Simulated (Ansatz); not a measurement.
## W: pressure and energy above lowest point against volume scale

Free energy against uniform scaling of the volume at fixed shape and fractions; periodic cell, basis, potentials, k mesh and filling as listed. The results are calculated, by Ansatz 0.2.0.

The cell before it is scaled or strained (space group Im-3m, No. 229):
```
cell vectors (Å)
  -1.5823     1.5823     1.5823
   1.5823    -1.5823     1.5823
   1.5823     1.5823    -1.5823
atoms (fractions of the cell vectors)
W   0.00000  0.00000  0.00000
```

Settings of every row: functional r2SCAN; dispersion none; potentials PAW; wave cutoff 650 eV; density cutoff 2600 eV; k mesh 13x13x13; k shift 0x0x0; occupations methfessel paxton; smearing width 0.1 eV; spin none; SCF threshold exponent -10.

Limits: coarse k mesh, up to 40 meV an atom off; no spin-orbit coupling, which can matter with elements this heavy.

| row | volume scale | V (Å³/atom) | pressure (GPa) | energy above lowest point (meV/atom) |
| --- | --- | --- | --- | --- |
| 1 | 0.92 | 14.579 | 33.19 | 125.8 |
| 2 | 0.9467 | 15.002 | 20.8 | 55 |
| 3 | 0.9733 | 15.423 | 10.21 | 14.5 |
| 4 | 1 | 15.846 | 0.97 | 0 |
| 5 | 1.0267 | 16.269 | ? | ? |
| 6 | 1.0533 | 16.691 | -14.31 | 37.1 |
| 7 | 1.08 | 17.114 | -20.39 | 83.1 |

Question: what pressure and energy above lowest point should row 5 give?

Worked fit of pressure. Take u = (V_r/V)^(2/3) − 1 with V_r = 15.634 Å³ an atom, which is twice the finite (Eulerian) strain; such expansions in the strain, on which the Birch-Murnaghan equation of state is built, carry the rest volume and the bulk modulus. The shown rows have u = 0.04768, 0.02789, 0.0091, -0.00894, -0.04268, -0.05852. Least squares give pressure = 5.409 + 518.29 × u + 1325.8 × u² GPa; a straight line predicts inner rows, each left out in turn, worse (root mean square 1.5 against 0.11 GPa). The rows lie off it by 0.05, -0.10, -0.03, 0.09, -0.01, -0.01 (root mean square 0.06 GPa). The pressure vanishes at u = -0.0107, or V = 15.89 Å³ an atom, and there the bulk modulus at fixed shape and fractions is B = −V dP/dV = (2/3)(1 + u) dP/du = 323 GPa. The withheld row has u = -0.02619, so the fit gives 5.409 + 518.29 × (-0.02619) + 1325.8 × (-0.02619)² = -7.26 GPa.

The calculation gave -7.22 GPa. The fit lies 0.04 GPa (0.075 % of the column's range) below it; its largest miss of a shown row is 0.10 GPa.

Worked fit of energy above lowest point. Take u = (V_r/V)^(2/3) − 1 with V_r = 15.634 Å³ an atom, which is twice the finite (Eulerian) strain; such expansions in the strain, on which the Birch-Murnaghan equation of state is built, carry the rest volume and the bulk modulus. The shown rows have u = 0.04768, 0.02789, 0.0091, -0.00894, -0.04268, -0.05852. Least squares give energy above lowest point = 4.21 + 798.9 × u + 36709 × u² meV/atom; a straight line predicts inner rows, each left out in turn, worse (root mean square 41 against 0.096 meV/atom). The rows lie off it by 0.0, 0.0, 0.0, 0.0, 0.1, -0.1. Its lowest point lies at u = -0.0109, or V = 15.89 Å³ an atom, and the curvature there gives the bulk modulus at fixed shape and fractions, B = (4/9)(1 + u)² E″(u)/V = 322 GPa. The withheld row has u = -0.02619, so the fit gives 4.21 + 798.9 × (-0.02619) + 36709 × (-0.02619)² = 8.5 meV/atom.

The calculation gave 8.5 meV/atom. The fit meets it to the printed digit.
